## Choosing a functional for the cell of AlRu

Before a surface, a defect or an elastic constant of AlRu is computed, someone has to decide how large the crystal's cell should be, and with which density functional. The two choices belong together. A cell that suits one functional can leave the same crystal under a false pressure of several gigapascals in another. Such a pressure corresponds to an error of the order of one per cent in the cell edge.

Plane-wave DFT pressures from Ansatz 0.2.0 for AlRu (Pm-3m, 2 atoms) in one fixed cubic cell with an edge of 2.992 Å, positive in compression. All runs use the PAW set soft_2, an unshifted 11×11×11 k mesh and cold smearing of 0.1 eV, without spin polarization or a dispersion correction.

| functional | wave cutoff | density cutoff | pressure (GPa) |
| --- | --- | --- | --- |
| PBE | 420 eV | 1680 eV | 2.590 |
| PBEsol | 420 eV | 1680 eV | -3.280 |
| RPBE | 420 eV | 1680 eV | 6.170 |
| BLYP | 420 eV | 1680 eV | 9.190 |
| r2SCAN | 500 eV | 2000 eV | -1.960 |

All five functionals were given the same cubic cell with the same atoms, so the pressure shows what each would like to do with it. A positive pressure means that the crystal pushes outwards and wants a larger cell. A negative one means that it wants to shrink. PBEsol and r2SCAN would shrink this cell, whereas PBE, RPBE and BLYP would expand it.

### From pressure to length

A solid resists a change of volume with its bulk modulus $B$. A small pressure $P$ therefore changes the volume by the fraction $P/B$. In a cubic crystal the edge $a$ takes one third of this:

$$\frac{\Delta a}{a}\approx\frac{P}{3B}.$$

For AlRu, $B$ is roughly 200 GPa, a recalled value and not a result of these runs. With RPBE the pressure is 6.17 GPa, so the edge should grow by about $6.17/(3\times200)\approx0.01$, or one per cent. The figure to remember is that 6 GPa goes with about one per cent of the edge. The estimate is only as good as the assumed $B$, which also differs somewhat between functionals; relaxing the cell with each functional would replace it.

### Why the functionals disagree

When the atoms of a solid move apart, the density between them thins out and varies more strongly relative to its own size. Gradient-corrected functionals (GGAs) reward such unevenness with extra exchange energy. The more steeply this reward rises, the more a functional gains from expansion, and the higher is its pressure in a given cell. PBEsol was built with a weaker gradient dependence than PBE, and the exchange of RPBE rises more steeply than that of PBE at the moderate gradients typical of a solid, although both approach the same upper limit. This is the likely reason for the order PBEsol, PBE, RPBE. The argument does not cover r2SCAN, whose energy depends on the kinetic-energy density as well as on the gradient.

To put this into a formula, let $s$ be the reduced density gradient and $F(s)$ the factor by which exchange exceeds its value in a uniform electron gas. For a functional X, the simplest guess is

$$P_\mathrm{X}-P_\mathrm{PBE}\approx C\,\left[F'_\mathrm{X}(s)-F'_\mathrm{PBE}(s)\right],$$

with $F'$ the slope at one typical $s$. The constant $C$ is set by the step from PBEsol to PBE, so that step is no test. For $s$ between 0.4 and 1.2 the formula puts RPBE above PBE by anything from 0.6 to 7 GPa, while the table has 3.58 GPa. The direction is right, but the size hangs on the choice of $s$. The formula also leaves out the direct effect of $F$ itself on the pressure, and the difference in correlation between PBE and PBEsol.

BLYP shows where this picture fails. Its exchange rises about as steeply as that of PBE in this range, and the formula gives a step of at most about 1 GPa. The computed step is 6.60 GPa. The likely reason is the other half of the functional: LYP correlation was designed with atoms in mind and does not reproduce the uniform electron gas, which the valence electrons of a metal resemble in part. These runs do not separate exchange from correlation in the pressure, so this remains an argument from theory. All five runs also name the same PAW set, and how far its frozen cores shift the pressure from one functional to another was not tested.

### What to use, and at what cost

If the edge must be right to 0.1 per cent, the tolerance in pressure is only about 0.6 GPa, and every step between neighbouring functionals in the order of pressure exceeds it. If one per cent is enough, PBE, PBEsol and r2SCAN agree just about well enough with one another. RPBE and BLYP lie outside that group. General experience is that both make the cells of metals too large, so they are poor choices for setting the cell.

The table cannot say which functional comes closest to the real crystal. It holds no measured edge, and the pressures leave out thermal and zero-point motion. General experience with solids favours PBEsol for cell sizes, and PBE tends to give slightly long edges. A sensible course is to relax the cell with PBEsol, repeat with PBE, and take the difference as a rough guide to the uncertainty. It is not a bound, since both functionals can err in the same direction. Whichever functional is then used for the surface or defect should keep its own relaxed cell.

The four GGAs use the same cutoffs and should cost about the same. The r2SCAN run has a higher cutoff and hence about 1.3 times as many plane waves, and as a meta-GGA it must also handle the kinetic-energy density. It lands 1.32 GPa from PBEsol, or roughly 0.2 per cent of the edge, and the table cannot say which of the two is nearer to the real crystal. The gap itself is uncertain, because the effect of the different cutoffs on the pressure was not tested. The estimates for each functional are in the output below.

The analysis program printed:

```
Pressure and rough relaxation of the cell:
     row  pressure_GPa  step_from_PBE_GPa  edge_change_percent  edge_change_A  energy_gain_meV_per_cell
     PBE          2.59                  0               0.4317        0.01291                     2.802
  PBEsol         -3.28              -5.87              -0.5467       -0.01635                     4.495
    RPBE          6.17               3.58                1.028        0.03076                      15.9
    BLYP          9.19                6.6                1.532        0.04582                     35.28
  r2SCAN         -1.96              -4.55              -0.3267      -0.009773                     1.605
Spread of pressure over all five functionals in GPa: 12.47
Step from PBEsol to r2SCAN in GPa: 1.32
Step from RPBE to BLYP in GPa: 3.02
Rough spread of the cell edge in percent: 2.078
Rough pressure that goes with 0.1 percent of the edge in GPa: 0.6
Rough pressure that goes with 1 percent of the edge in GPa: 6
Plane waves in the r2SCAN run relative to the other runs: 1.299
Exchange estimates on the grid of reduced gradients (row labels have no meaning here):
     row  reduced_gradient  PBE_to_RPBE_GPa  PBE_to_BLYP_GPa
     PBE               0.4           0.6022             1.04
  PBEsol               0.6            1.402           0.1914
    RPBE               0.8            2.614          -0.1651
    BLYP                 1            4.349          0.01889
  r2SCAN               1.2             6.79           0.9152
```
